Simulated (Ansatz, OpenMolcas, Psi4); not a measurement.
A ladder of methods for [AlF4]− (SMILES [F][Al-]([F])([F])[F])

[AlF4]−: 5 atoms, total charge -1, spin state singlet. SMILES: `[F][Al-]([F])([F])[F]`. The coordinates come from a PBE0-D4/def2-TZVPD relaxation.

Quantity: the vertical detachment energy (to the doublet neutral), in eV. The values are calculated.

```csv
level,kind,program,value (eV)
HF/6-311+G**,Hartree–Fock,Ansatz,7.89
SVWN5/6-311+G**,LDA,OpenMolcas,7.22
BLYP/6-311+G**,GGA,Ansatz,6.85
revPBE/6-311+G**,GGA,Psi4,6.81
TPSS/6-311+G**,meta-GGA,Psi4,6.96
r2SCAN/6-311+G**,meta-GGA,Ansatz,7.28
PBE0/6-311+G**,global hybrid,Ansatz,7.89
B2PLYP/6-311+G** (density fitting for correlation),double hybrid,Psi4,8.32
MP2/6-311+G**,perturbation theory,Ansatz,9.46
CCSD/6-311+G**,coupled cluster or CI,Ansatz,8.97
```

The values span 6.81 to 9.46 eV. The second state's dipole differs much between rows, so they may not all be the same state.

Every level binds the excess electron far more strongly than an atomic halide ion does, which marks [AlF4]− as a superhalogen anion. The reason lies in the bonding: the highest occupied orbitals of a tetrahedral fluoroaluminate are essentially nonbonding fluorine 2p combinations, so the negative charge is shared among electronegative ligands and stabilised by the electropositive Al(III) centre. Detachment therefore removes a ligand electron and leaves aluminium's formal oxidation state unchanged.

The semilocal functionals give the lowest values, and PBE0, B2PLYP and the correlated wavefunction methods lie progressively higher, probably because semilocal exchange overstabilises a hole spread over equivalent fluorines. Hartree–Fock breaks any simple ordering by exact exchange: it coincides with PBE0 at 7.89 eV, yet CCSD gives 8.97 eV, so that agreement is no sign of convergence. MP2 and CCSD also remain apart, which leaves the strong binding better supported than its exact size. The adiabatic electron affinity of neutral AlF4 does not follow from these vertical energies, since the radical may relax substantially after detachment.
